## Why an open network costs a metal so much

How much energy does a metal lose when each atom keeps four neighbours instead of twelve, and how much more room does it then take? The close-packed fcc structure and the open diamond structure mark two extremes of packing. For the heavy d metals, both answers can be estimated from the position in the periodic table and a few multiplications.

Period-6 metals in the fcc (1) and diamond (2) structures, computed with Ansatz 0.2.0: PBEsol, plane-wave PAW with PBE datasets, scalar-relativistic, no spin polarisation, 420 eV cutoff, Fermi-Dirac smearing of 0.1 eV. Energies are extrapolated to zero smearing, and volumes per atom come from Birch-Murnaghan fits. The k mesh column gives the mesh for diamond.

| element | distinct k-meshes among the runs behind the row | Z | valence electrons | k mesh | energy of structure 2 less structure 1, PBEsol (meV/atom) | volume of structure 1, PBEsol (Å³) | volume of structure 2, PBEsol (Å³) | volume of structure 2, PBEsol over volume of structure 1, PBEsol, less one (%) |
| --- | --- | --- | --- | --- | --- | --- | --- | --- |
| Cs | 6x6x6 / 8x8x8 | 55 | 1 | 6×6×6 | 276 | 109.68 | 171.99 | 56.8 |
| Ba | 8x8x8 / 10x10x10 | 56 | 2 | 8×8×8 | 848 | 58.31 | 50.70 | -13.1 |
| Lu | 9x9x9 / 13x13x13 | 71 | 3 | 9×9×9 | 2085 | 27.10 | 45.88 | 69.3 |
| Hf | 10x10x10 / 14x14x14 | 72 | 4 | 10×10×10 | 2721 | 21.56 | 32.25 | 49.5 |
| Ta | 10x10x10 / 21x21x21 | 73 | 5 | 10×10×10 | 2777 | 18.20 | 27.03 | 48.5 |
| W | 11x11x11 / 15x15x15 | 74 | 6 | 11×11×11 | 2334 | 15.96 | 23.84 | 49.4 |
| Re | 11x11x11 / 16x16x16 | 75 | 7 | 11×11×11 | 1748 | 14.60 | 21.87 | 49.8 |
| Os | 11x11x11 / 16x16x16 | 76 | 8 | 11×11×11 | 1361 | 13.94 | 20.81 | 49.2 |
| Bi | 9x9x9 / 12x12x12 | 83 | 5 | 9×9×9 | 140 | 30.10 | 46.09 | 53.1 |

All runs were made without spin polarisation. The diamond forms are hypothetical and held in their symmetry. Structure 1 is fcc and structure 2 is diamond, so a positive energy difference is the cost of opening the structure. That cost is positive in every row, but its size varies about twentyfold. Across the d metals from Lu to Os it rises to a maximum of 2.8 eV per atom at Ta and then falls to half of that at Os. Cs and Bi, whose d shells are empty and full, pay only 0.1 to 0.3 eV.

## From band filling to a rule

The limiting cases suggest the cause. An empty d band binds nothing, and a full one has as many antibonding as bonding electrons, so to a first approximation neither cares how many neighbours an atom has. In between, the electrons fill mainly the bonding, lower part of the band, and a wide band gains more than a narrow one. At equal distances more neighbours widen the band, and this favours fcc. The shorter bonds of diamond win back width, but at the price of more repulsion between the atoms.

The simplest band has a constant density of states over a width B and holds ten d electrons. If it contains N electrons, their average energy lies B(10−N)/20 below the band centre, and the total gain is B·N(10−N)/20. Two structures with different widths therefore differ by an amount proportional to N(10−N). To find N, put one valence electron into the broad s band and the rest into the d band; this is a convention for metals, not a computed occupation.

This arch is symmetric about N = 5, whereas the computed costs peak earlier. Theory offers a reason in the shape of the band. In fcc, neighbours of an atom are also neighbours of each other and form triangles; in diamond they do not. Triangles stretch the lower edge of the d band into a tail and crowd states near the top, which favours fcc while the band is less than half full and diamond when it is more than half full.

The simplest way to describe this is a density of states that slopes in a straight line, with the band's centre of gravity held fixed. To first order the slope adds a term proportional to N(10−N)(5−N). It vanishes for an empty, a half-filled and a full band, and changes sign at half filling. A least-squares fit of the two terms to the six metals from Lu to Os, with the constants then rounded, gives the rule

**cost of diamond ≈ N(10−N) × (170−15N) meV per atom.**

The two constants are net effects. They also absorb the repulsion between atoms and the change in bond length, so neither can be read as a band width or a slope.

The smearing entropy of the diamond calculations measures how many states lie close to the Fermi level. It is nearly the same for Lu and Hf, falls to about a quarter at Re and rises again at Os. This suggests a dip in the density of states of diamond near the filling of Re. It does not test the argument about triangles, because the entropies of fcc are not listed and the band width also changes along the row.

## Two estimates worked by hand

Hafnium has four valence electrons, so N = 3. The first factor is 3 × 7 = 21 and the second is 170 − 45 = 125. Their product is 2625 meV, or 2.6 eV per atom, which is 4% below the computed cost.

Rhenium has seven valence electrons, so N = 6. The first factor is 6 × 4 = 24 and the second is 170 − 90 = 80, which gives 1920 meV. The calculation has 1748 meV, so the estimate is 10% too high, the largest relative error among the six d metals. Both worked metals were part of the fit, and the comparison therefore shows how well the rule describes them, not how well it predicts a new one.

The volume follows from geometry and one bond shortening read from the table. With equal distances between neighbours, diamond would need 2.18 times the fcc volume. With fewer neighbours, however, each remaining bond is stronger and shorter, by about 12% in the metals from Hf to Os. The factor then becomes 2.18 × 0.88³ ≈ 1.5, so the diamond volume is the fcc volume times three halves.

For hafnium this means 1.5 × 21.56 ≈ 32.3 Å³ per atom, and for rhenium 1.5 × 14.60 = 21.9 Å³. Both agree with the computed volumes to better than 1%. The fcc volume has to be known beforehand, but a handbook density gives a fair substitute for a close-packed metal.

## How far the rule can be trusted

Over the six d metals the typical error of the energy rule is 0.12 eV, against 0.5 eV if every metal is given the average cost. When each metal in turn is left out of the fit and then predicted, the typical error grows to 0.17 eV, a fairer guide for a metal within this range. The rule can therefore tell a cost of 2.7 eV from one of 1.7 eV, but it cannot rank Hf and Ta, which differ by only 0.06 eV. The printed analysis after this text lists the single rows.

With this way of counting N, the asymmetry is essential. The symmetric arch with the same N does no better than the plain average. A cruder rule, 100 meV times n(10−n) with n counting all valence electrons, also moves the peak to an earlier metal and has a typical error of 0.25 eV. The numbers thus require an early peak, but they do not decide its cause. The triangles are an explanation from theory, and a true d count somewhat above N would also shift the peak to an earlier metal.

A neighbouring comparison shows what the argument is worth. Ideal hcp has the same twelve neighbours as fcc and the same number of triangles. Both terms of the rule then cancel, and what remains depends on finer details of the band. This is why hcp and fcc metals usually differ by far less than the electronvolts found here, and why the preference between them changes along a d row.

## Where the rule ends

Between Os and the full d shell the rule is untested, because Ir, Pt and Au are not in the table. At both ends of the d shell the rule gives zero, but the calculation does not. The 276 meV of Cs and the 140 meV of Bi must come from what the d-band model leaves out, presumably mostly the s and p electrons. Bi also shows why the kind of electron matters: it has five valence electrons, as Ta has, and treating them as Ta's would predict 2.6 eV. Its small computed cost is itself uncertain, since spin-orbit coupling is strong in Bi and is not included.

Barium breaks both rules. Its diamond form takes 13% less volume than fcc, with contacts 26% shorter, and the energy rule overestimates its cost by about 0.5 eV. The computed state is a local minimum of the energy against volume, but the search stayed close to it, and a looser diamond form near three halves of the fcc volume remains untested. A shift of 6s electrons into the 5d shell, known from compressed barium, may stabilise the dense form; this is a guess.

Lutetium obeys the energy rule to 7%, but its volume does not follow the factor of three halves, which comes out 11% too small. Its bonds shorten by only 8% on going to diamond. A good energy estimate is thus no guarantee of a good volume. Once compressed by more than a few percent, diamond lutetium also becomes slightly softer, where a metal normally stiffens, so a denser minimum outside the sampled volumes cannot be excluded. If such a minimum exists and lies deeper, the true cost for lutetium is lower than the one in the table.

The last limit lies in the reference. None of these elements is most stable as fcc, so the cost relative to the real metal is larger by the energy of fcc above the stable structure. This addition was not computed here. It is expected to be larger for tungsten than for tantalum, because the band filling of tungsten favours its stable bcc structure more strongly. Part of the fall from Ta to W would then reflect an unfavourable fcc tungsten and not a more favourable diamond one.

Numerical output:

```
fit of cost on 6 rows (dmetal): coefficient of arch 93.99 +/- 2.6, coefficient of skew 15.71 +/- 1.7; rms 114, worst Lu 173, leave-one-out rms 172
  rows outside the fit (model, value, miss): Cs 0, 276, -276; Ba 1411, 848, 563; Bi 0, 140, -140
Rule by hand against the calculation:
  row   N  N(10-N)  170-15N  rule meV  computed meV  miss meV  miss %
   Cs   0        0      170         0           276      -276    -100
   Ba   1        9      155      1395           848       547    64.5
   Lu   2       16      140      2240          2085       155   7.434
   Hf   3       21      125      2625          2721       -96  -3.528
   Ta   4       24      110      2640          2777      -137  -4.933
    W   5       25       95      2375          2334        41   1.757
   Re   6       24       80      1920          1748       172    9.84
   Os   7       21       65      1365          1361         4  0.2939
   Bi  10        0       20         0           140      -140    -100
Contacts and volume rule and entropy term:
  row  fcc contact Å  diamond contact Å  shortening %  miss of 3/2 rule %  diamond TS meV/atom
   Cs          5.373              4.816         10.36              -4.343                33.28
   Ba          4.353              3.205         26.36               72.51                35.79
   Lu          3.372                3.1         8.045               -11.4                75.03
   Hf          3.124              2.757         11.76              0.2791                77.01
   Ta          2.953              2.599         11.97              0.9989                63.63
    W          2.826              2.492          11.8              0.4195                44.89
   Re          2.743              2.422         11.72              0.1372                 20.3
   Os          2.701              2.382         11.82              0.4805                28.59
   Bi          3.492              3.105         11.07              -2.039                 19.5
rms miss of the rounded rule, Lu to Os, meV: 117.8
largest miss of the rounded rule, Lu to Os, %: 9.84
rms miss of the symmetric arch in N, meV: 540.3
rms miss of 100 meV times n(10-n), n all valence electrons, meV: 246.8
rms miss of the plain mean, meV: 506.4
volume ratio diamond to fcc at equal contact length: 2.177
entropy term of diamond Lu over that of diamond Re: 3.697
```
